**Can I trust a cheap method for ZnS if one of its numbers looks right?**

I need the band gap, density and stiffness of wurtzite ZnS, and later of larger cells. In these results, PBE in the minimal basis SZV reproduces the r2SCAN volume, and PM7 nearly reproduces its gap. Can I use such agreement to pick a cheaper method, or should I choose differently for each property?

Wurtzite ZnS (P6_3mc, 4-atom cell), without spin polarization or spin–orbit coupling. Gaps and times are for single points on the r2SCAN-relaxed cell; volumes come from each method's own relaxation or energy curve, and bulk moduli are at fixed cell shape. The k meshes differ between runs; the coarse PBE run uses a 260 eV cutoff and a 6×6×2 mesh.

```
               name                 kind  band gap (eV)  volume per atom (Å³)  bulk modulus (GPa)  atoms computed  rough processor time, order of size (s)
    CdTeZnSeHgS0.sw          force field            n/a                19.749               85.90               4                                      0.1
PBE coarse-settings  low cutoff and mesh          2.286                   n/a                 n/a               4                                        2
               DFTB        tight binding          3.122                   n/a                 n/a               4                                        2
    GFN1-xTB tblite        tight binding          0.000                   n/a                 n/a              72                                        4
    GFN2-xTB tblite        tight binding          1.426                20.955               48.40              72                                        7
            PBE SZV          small basis          2.187                19.613               98.20               4                                       10
                PBE            semilocal          2.213                20.183               69.20               4                                       10
    PBE sz-orbitals          small basis          2.089                   n/a                 n/a               4                                       20
           PBE DZVP          small basis          2.192                20.259               70.60               4                                       30
             r2SCAN            semilocal          2.781                19.577               78.30               4                                       30
            GLLB-SC      model potential          3.730                   n/a                 n/a               4                                       30
                PM7       semi-empirical          2.834                   n/a                 n/a              72                                       60
```

**Answer**

Choose by property, and test volume and stiffness together. For structure, use PBE or r2SCAN; for the gap, GLLB-SC is the best choice here. A single matching number is weak evidence, and the bulk modulus shows why.

The bulk modulus B measures the resistance to uniform compression. Bonds stiffen as atoms approach, because the repulsion between them rises steeply. A method that makes the crystal too large should therefore also make it too soft. The useful question is whether its modulus is wrong only because its volume is wrong.

Take the limiting case of two methods whose pressures differ by the same amount at every volume. They then have the same stiffness at equal volume V, but come to rest at different volumes. With B = −V dP/dV and B′ = dB/dP, where P is the pressure, a small fractional change in volume gives a fractional change in B that is −B′ times as large. For constant B′ this adds up to B₂ = B₁(V₁/V₂)^B′. A typical B′ for such crystals is about 4.

Starting from PBE, the estimate for r2SCAN is

69.2 GPa × (20.183/19.577)⁴ ≈ 78.2 GPa.

The calculation gives 78.3 GPa, a value that did not enter the estimate. With B′ = 5 the estimate would be 80.6 GPa, so the model is good to a few per cent, not to the last digit. The difference in bond length is thus enough to account for the difference in stiffness between the two functionals.

PBE in the SZV basis fails this test. Its volume is within 0.2% of r2SCAN's only because the small basis shrinks the PBE crystal by about 3%, and its modulus is about a quarter larger than that volume explains. A minimal basis has one fixed radial shape for each valence orbital, so the electrons can't adjust fully when the crystal is squeezed or stretched. That is expected to make the energy curve too steep in most cases, though it isn't guaranteed, and the table shows it only for this crystal. The larger DZVP basis returns close to PBE in both volume and modulus, so the small basis is at fault, though DZVP adds new angular shapes as well as a second radial one.

The methods with fitted parameters must be judged one by one. GFN2-xTB, fitted to molecules, gives a volume 7% above r2SCAN's and a crystal softer than even that volume explains. The force field comes within 1% of the r2SCAN volume and 10% of its modulus, yet by the same test it is about 14% stiffer than its volume explains. It was itself fitted to measured properties and has no electrons from which to obtain a gap. The DFTB run is no guide to structure: on the given cell its reported pressure exceeds the whole r2SCAN modulus.

The gap needs a different test. All gaps were computed on the same cell, so bond length can't explain their differences. PBE gives 2.2 eV, r2SCAN 2.8 eV and GLLB-SC 3.7 eV, while the measured gap is roughly 3.8 eV as I recall it. That value holds temperature, zero-point motion and spin–orbit coupling, which these runs leave out, so agreement within a tenth or two of an eV means little. r2SCAN therefore recovers only about a third of what PBE lacks.

Theory explains this order. A real gap is the energy needed to remove an electron minus the energy gained by adding one elsewhere. In exact density-functional theory the potential jumps by a constant when an electron is added, and a gradient functional such as PBE has no such jump. PBE also places the Zn 3d levels too high, where they push up the sulfur 3p states at the top of the valence band. r2SCAN also uses the kinetic energy density of the orbitals, and as it is usually solved, its orbital gap then includes part of the jump. GLLB-SC is designed to estimate the jump itself. That design is the reason to prefer GLLB-SC; its closeness to experiment for one crystal doesn't promise the same accuracy elsewhere. It is a model potential without a matching energy functional, so volumes and moduli must come from another method.

Better numerical settings can't supply that physics. A perfect basis and mesh lead to the PBE gap, not to the measured one. Here the coarse settings and smaller bases shift the PBE gap by at most about 0.12 eV, against 0.57 eV for the step to r2SCAN. For the gap, improve the functional before refining the basis.

The PM7 match deserves no trust either. PM7 gives a Hartree–Fock orbital gap from fitted parameters. Such gaps are usually far too large, yet this one lies about 1 eV below the measured value. r2SCAN falls short by about as much, so PM7 matches a gap that is itself wrong, probably by chance. DFTB comes closer still to experiment, and its direct gap at Γ is about 3.5 eV, but it puts the bottom of the conduction band away from Γ, whereas the gap of real wurtzite ZnS is direct. The zero gap from GFN1-xTB is an error of that calculation, not a sign that ZnS is a metal.

For structure and stiffness, PBE and r2SCAN differ by about 3% in volume and density (1% in cell edge) and 13% in modulus, a rough guide to the uncertainty that misses any error they share. If your tolerance is wider, either will do. A single point with either takes only tens of seconds for four atoms, and a volume or modulus needs several such points, so a small cell gives little reason to go lower. Neither of your matches saves time here: SZV falls in the same rough class as PBE, and PM7, which needs a 72-atom cluster, is the slowest row. The cost of density-functional theory grows roughly as the cube of the number of atoms, so large cells may force you to a force field; check its volume and modulus on the small cell first. The printed output below gives the modulus test for each method with a computed volume.

Printed output of the fit:

```
Steps from PBE and modulus expected from volume alone:
                  row  gap less PBE (eV)  gap less rough measured (eV)  volume against PBE (%)  modulus against PBE (%)  expected modulus (GPa)  computed over expected
      CdTeZnSeHgS0.sw                n/a                           n/a                   -2.15                    24.13                   75.49                   1.138
  PBE coarse-settings              0.073                        -1.514                     n/a                      n/a                     n/a                     n/a
                 DFTB              0.909                        -0.678                     n/a                      n/a                     n/a                     n/a
      GFN1-xTB tblite             -2.213                          -3.8                     n/a                      n/a                     n/a                     n/a
      GFN2-xTB tblite             -0.787                        -2.374                   3.825                   -30.06                   59.55                  0.8127
              PBE SZV             -0.026                        -1.613                  -2.824                    41.91                    77.6                   1.265
                  PBE                  0                        -1.587                       0                        0                    69.2                       1
      PBE sz-orbitals             -0.124                        -1.711                     n/a                      n/a                     n/a                     n/a
             PBE DZVP             -0.021                        -1.608                  0.3766                    2.023                   68.17                   1.036
               r2SCAN              0.568                        -1.019                  -3.003                    13.15                   78.17                   1.002
              GLLB-SC              1.517                         -0.07                     n/a                      n/a                     n/a                     n/a
                  PM7              0.621                        -0.966                     n/a                      n/a                     n/a                     n/a
Share of the gap missing in PBE that r2SCAN recovers (%): 35.79
Gap error of coarse settings against the step from PBE to r2SCAN (%): 12.85
PM7 gap less r2SCAN gap (eV): 0.053
PBE cell edge above r2SCAN at equal shape (%): 1.021
PBE SZV volume against r2SCAN (%): 0.1839
PBE SZV modulus against r2SCAN (%): 25.42
Force field volume against r2SCAN (%): 0.8786
Force field modulus against r2SCAN (%): 9.706
GFN2-xTB volume against r2SCAN (%): 7.039
GFN2-xTB modulus against r2SCAN (%): -38.19
Expected r2SCAN modulus with pressure derivative 5 (GPa): 80.59
Expected PBE SZV modulus with pressure derivative 5 (GPa): 79.86
DFTB pressure on the given cell over r2SCAN modulus: 1.259
DFTB direct gap less its indirect gap (eV): 0.394
Atoms in the xTB and PM7 runs over atoms in the cell: 18
```
